GPAW 26.7.0, PBE with PAW data sets and plane waves, for nine crystals, without spin polarization, spin-orbit coupling or dispersion correction; Fermi-Dirac smearing of 0.05 eV. The computed bulk modulus is that at the energy minimum of an equation-of-state fit to seven volumes, from 0.94 to 1.06 times that of the given cell.

| formula | space group | volume of the given cell (Å³/atom) | potentials or basis | wave cutoff (eV) | k-mesh | computed bulk modulus (GPa) | measured bulk modulus (GPa) | range of the values found (GPa) | what was measured, and how | source | computed over measured, less one (%) |
| --- | --- | --- | --- | --- | --- | --- | --- | --- | --- | --- | --- |
| PbS | Fm-3m | 26.09 | GPAW PAW data sets (gpaw data 1.2.1) | 600 | 8x8x8 | 53.1 | 51 | one value | b0 from Birch-Murnaghan EOS fit; angle-dispersive powder XRD in DAC; powder | arXiv:cond-mat/0210013 (2002) | 4.1 |
| Al | Fm-3m | 16.60 | GPAW PAW data sets (gpaw data 1.2.1) | 600 | 11x11x11 | 79.3 | 76.9 | one value | bulk modulus; literature experiment; bulk crystal | pmc:3831299 (2013) | 3.1 |
| GaP | F-43m | 20.24 | GPAW PAW data sets (gpaw data 1.2.1) | 600 | 8x8x8 | 79.2 | 87.5 | one value | zero-pressure bulk modulus, 3rd-order Birch-Murnaghan fit with K' fixed at 4.5; single-crystal XRD in diamond anvil cell; bulk crystal | arXiv:1709.06667 (2017) | -9.5 |
| BAs | F-43m | 13.63 | PAW data sets made by gpaw setup for the functional | 800 | 8x8x8 | 132.3 | 148 | one value | literature experimental value; not stated; bulk crystal | arXiv:1911.11281 (2019) | -10.6 |
| BP | F-43m | 11.68 | GPAW PAW data sets (gpaw data 1.2.1) | 800 | 10x10x10 | 162.1 | 174 | 173 to 179 | B0, Murnaghan EOS fit with V0 fixed at 93.45 A^3; XRD in diamond anvil cell; powder | arXiv:1505.05714 (2015) | -6.8 |
| Rh | Fm-3m | 13.67 | GPAW PAW data sets (gpaw data 1.2.1) | 600 | 12x12x12 | 253.7 | 264 | one value | K0 from ultrasound; ultrasound; bulk crystal | pmc:11535440 (2024) | -3.9 |
| W | Im-3m | 15.85 | GPAW PAW data sets (gpaw data 1.2.1) | 600 | 12x12x12 | 302.0 | 307 | one value | isotropic polycrystalline bulk modulus K, bounded above by the literature value in the fit; surface Brillouin spectroscopy; bulk crystal | arXiv:1710.07581 (2017) | -1.6 |
| Ir | Fm-3m | 14.06 | GPAW PAW data sets (gpaw data 1.2.1) | 600 | 12x12x12 | 349.7 | 339 | one value | B0 at ambient pressure, third-order Birch-Murnaghan; high-pressure powder XRD; powder | pmc:6586894 (2019) | 3.2 |
| C | Fd-3m | 5.67 | GPAW PAW data sets (gpaw data 1.2.1) | 800 | 13x13x13 | 433.3 | 442 | 441.8 to 444.8 | B0 from ultrasound; ultrasonic measurement; bulk crystal | arXiv:cond-mat/0702656 (2007) | -2.0 |

The bulk modulus is the pressure needed per fractional loss of volume: it tells how strongly a crystal resists being squeezed from all sides. The density functional PBE comes within 11 % of every measured value in the table. Each computed value belongs to the volume at which PBE's own energy is lowest, not to the volume listed beside it. One could instead hold the crystal at the listed volume, which comes from a database and is taken here to stand for the measured one, and take the stiffness there. This looks safer, because PBE tends to make crystals too large, yet over these nine crystals it doubles the typical error, from about 6 to 11 % of the measured value. The doubling comes from four of them, lead sulfide, iridium, rhodium and gallium phosphide; in four others the listed volume does better.

**Rhodium, held and released**

Atoms that are pressed together repel each other ever more steeply, so a squeezed crystal is also a stiffer one. PBE's rhodium, left to itself, settles at a volume 3.4 % above the listed one. To hold it at the listed volume is to squeeze it, and its modulus must rise. The question is whether it rises to the measured value or past it.

The simplest law for the rise lets the modulus grow in proportion to the pressure:

$$B = B_0 + B'P .$$

Here $B_0$ is the modulus at the energy minimum, $P$ the pressure, and $B'$ a pure number that comes with the fitted energy curve. Since $B$ is itself defined by how pressure changes with volume, the law can be integrated to

$$B(V) = B_0\left(\frac{V_0}{V}\right)^{B'},$$

where $V_0$ is the volume at the minimum. In these crystals $B'$ lies between about 3.7 and 5.2, so one percent of volume is worth four to five percent of stiffness.

For rhodium $B'$ is 5.22, and the estimate reads

$$B = 253.7\ \text{GPa}\times 1.034^{5.22} \approx 302\ \text{GPa}.$$

The curvature of the computed energies at the listed volume gives the same value. This agreement shows that the power law follows PBE's energy curve well; it does not test PBE. The test is the measured 264 GPa, which the released crystal misses by 4 % and the held one by 14 %. The listed cells of rhodium and iridium were not checked against measurement and appear about half a percent smaller than the room-temperature volumes usually quoted; this would account for two to three points of the 14, not for the rest.

**Why the right volume gives the wrong stiffness**

If PBE's only fault were the volume, correcting the volume would correct the modulus. Rhodium shows that the energy curve is wrong in its bend as well as in the place of its minimum. Both faults may have one cause. At the measured volume the real crystal is at rest, while PBE's crystal still pushes outward, so the calculation lacks an inward pull. Only aluminium, whose computed volume is slightly below the listed one, does not fit this picture.

Such a pull should grow as the atoms approach each other. It then helps whoever squeezes the crystal, and so makes the crystal softer. A calculation without it gives a crystal that is too large and, at a fixed volume, too stiff. At PBE's own minimum the two faults act against each other, because the extra volume softens what the absent pull has left too stiff.

This argument can be put into numbers. Suppose that the pull varies as $V^{-g}$ and just balances PBE's outward pressure $P$ at the listed volume. The change of the pull with volume then lowers the modulus there by $gP$:

$$B_{\text{corrected}} = B_{\text{held}} - gP .$$

To keep the held value as it stands is to take $g=0$, a pull that does not change with volume. To go to the minimum is to subtract $B'P$, as the first formula shows, and so amounts to $g=B'$. The two settings are thus two guesses about the same unknown pull.

The nine crystals can say which guess is nearer. A single $g$ was fitted to the errors at the listed volume in all nine rows, each taken relative to its measured modulus; the printed analysis follows this text. The result is $3.5\pm0.7$, far from zero and not clearly different from the average $B'$ of 4.3. This restates the comparison of errors: the held modulus is the one at the minimum plus $B'P$, so $g$ comes out near $B'$ whenever the errors at the minimum show little trend with $P$. It is also an average over unlike rows. Taken singly, rhodium, tungsten, iridium and lead sulfide ask for values between about 3 and 6, and diamond, boron phosphide and boron arsenide for about zero or less. For rhodium, which was part of the fit, the outward pressure is 9.3 GPa, and the corrected modulus is $302-3.5\times9.3\approx269$ GPa.

The fit does not improve on the plain values at the minimum: when each crystal is predicted from the other eight, the typical error is 6.1 % against 5.8 %. Its use is to describe them and not to replace them. The number $g$ is an effective one. Heat and the zero-point motion of the atoms also push a real crystal outward, and their share is absorbed in it. That the pull exists as a single force with a simple law is an argument from theory, which the fit does not test.

**Boron arsenide, where the volume is the fault**

Boron arsenide behaves differently. Its computed modulus at the minimum is 10.6 % too low, the largest error in the table, and holding it at the listed volume brings it within about 1 % of the measured value. Here expansion accounts for nearly the whole error, and the compensating stiffness does not appear. The fitted law fails worst for this crystal, since it expects the held value to be about 8 % too high. Why the compensation is absent is an open question; the run used specially made atomic data sets, whose influence was not tested, and the source of the measured value does not state how it was obtained.

Diamond, boron phosphide and aluminium also come out better at the listed volume, though their volumes change by less than 1 % and the gain is modest. In the other five crystals holding the volume makes matters worse, and the worst case is lead sulfide, about 20 % too stiff. Spin-orbit coupling was left out of every run, and its effect on the crystals with heavy atoms, lead sulfide, tungsten and iridium, was not tested. Whether tetrahedral bonding decides the matter stays open. Gallium phosphide shares it with boron arsenide and yet becomes 14 % too stiff, but its computed volume is doubtful, since it appears larger than all-electron PBE calculations give. A smaller volume at a similar modulus would lower the held value steeply, so this row is weak evidence against the role of bonding; the other three tetrahedral crystals all improve when held. What the table shows is that a setting chosen for its success with boron arsenide does worse in rhodium, tungsten, iridium and lead sulfide.

**What accuracy is enough**

For an estimate of compression, PBE at its own minimum often suffices. Under 1 GPa, boron arsenide loses about $1/148$ or 0.68 % of its volume by the measured modulus, and $1/132.3$ or 0.76 % by the computed one. The largest relative error in the table thus shifts the volume by less than a thousandth part; in the softer gallium phosphide the shift is slightly more than a thousandth. Diamond and aluminium, whose moduli differ more than fivefold, are put in the right order without difficulty.

A close ranking asks for more, above all between different kinds of bonding. Aluminium and gallium phosphide come out equal at 79 GPa, although the measured values are 76.9 and 87.5 GPa. The four tetrahedral crystals are all too soft at the minimum, by 7 % on average, while the four metals scatter by up to 4 % on both sides. Errors that differ in this way do not cancel in a comparison. The minimum of gallium phosphide falls near the edge of the computed volumes, but the fit is not at fault: the pressures computed at the two largest volumes lie on either side of zero, and their difference gives about 80 GPa.

Differences of a few percent should not be charged to PBE at all before the measured value has been examined. Iridium appears 3 % too stiff against the listed measurement, but 3 % too soft against a rough recalled ultrasonic value of 360 GPa. The case against holding the volume survives this change, since held iridium is still 11 % too stiff. It also survives when iridium and gallium phosphide are both left out, but hardly when lead sulfide, with its single measurement and missing spin-orbit coupling, is left out too: both settings then err by about 6 %.

**What each choice costs**

The two settings differ little in cost. The energy was computed at seven volumes for each crystal, and this one set gives both answers. The stiffness at a fixed volume could be had from three energies, which saves somewhat more than half of the work. The saving is a poor bargain where the two volumes lie far apart, as in rhodium, iridium and lead sulfide. In such crystals the minimum falls outside the three volumes, and its distance from the listed one has to be extrapolated.

That distance is worth printing beside every computed modulus. Multiplied by $B'$, it tells roughly how much the answer depends on the choice of volume. In aluminium the two volumes nearly coincide and the choice changes the modulus by little more than 1 %; in gallium phosphide it changes it by about a quarter. A purpose that needs 2 % is served by neither setting. In diamond the pressure computed directly at the listed volume is 1.4 GPa while the energy curve gives 2.2 GPa, which suggests that the cutoff is not fully converged. It calls for tests of mesh and cutoff, for the motion of the atoms, which costs many further calculations on displaced structures, and for a functional whose volume and curvature are both better.

The analysis program printed:

```
Two settings from the same energies:
  row  expansion %     B'  P at given volume GPa  B at given volume GPa  B by power law GPa  error at minimum %  error at given volume %  error if expansion alone %
  PbS         3.62  4.003                  2.029                  61.02               61.22                 4.1                    19.65                      -13.27
   Al      -0.3761  4.501                -0.2963                  78.17               77.97                 3.1                    1.646                       1.711
  GaP        5.259  4.562                  4.573                   99.7               100.1                -9.5                    13.94                      -20.85
  BAs        2.467  4.142                  3.392                  146.2               146.4               -10.6                   -1.248                        -9.6
   BP       0.9241  3.811                  1.518                  167.7               167.9                -6.8                   -3.598                      -3.444
   Rh        3.411  5.217                  9.301                  301.6               302.2                -3.9                    14.25                      -16.06
    W        1.809  3.811                  5.603                  323.8               323.3                -1.6                    5.462                      -6.603
   Ir        2.712  5.057                  10.02                  399.9               400.4                 3.2                    17.96                      -12.66
    C       0.5105  3.698                  2.227                  442.5               441.5                  -2                   0.1139                      -1.866
fit of errg on 9 rows: coefficient of prel 3.481 +/- 0.66; rms 5.33, worst BAs 9.23, leave-one-out rms 6.12
mean pressure derivative B': 4.311
rms error at own minimum, %: 5.843
rms error at given volume, %: 11.32
rms error expected from expansion alone, %: 11.46
largest error at own minimum, %: 10.6
largest error at given volume, %: 19.65
rms error at own minimum without GaP and Ir, %: 5.435
rms error at given volume without GaP and Ir, %: 9.533
mean error at own minimum, tetrahedral crystals, %: -7.225
mean error at own minimum, metals, %: 0.2
largest rise of B from minimum to given volume, %: 25.88
Ir error at own minimum against a rough recalled 360 GPa, %: -2.861
Ir error at given volume against a rough recalled 360 GPa, %: 11.07
```
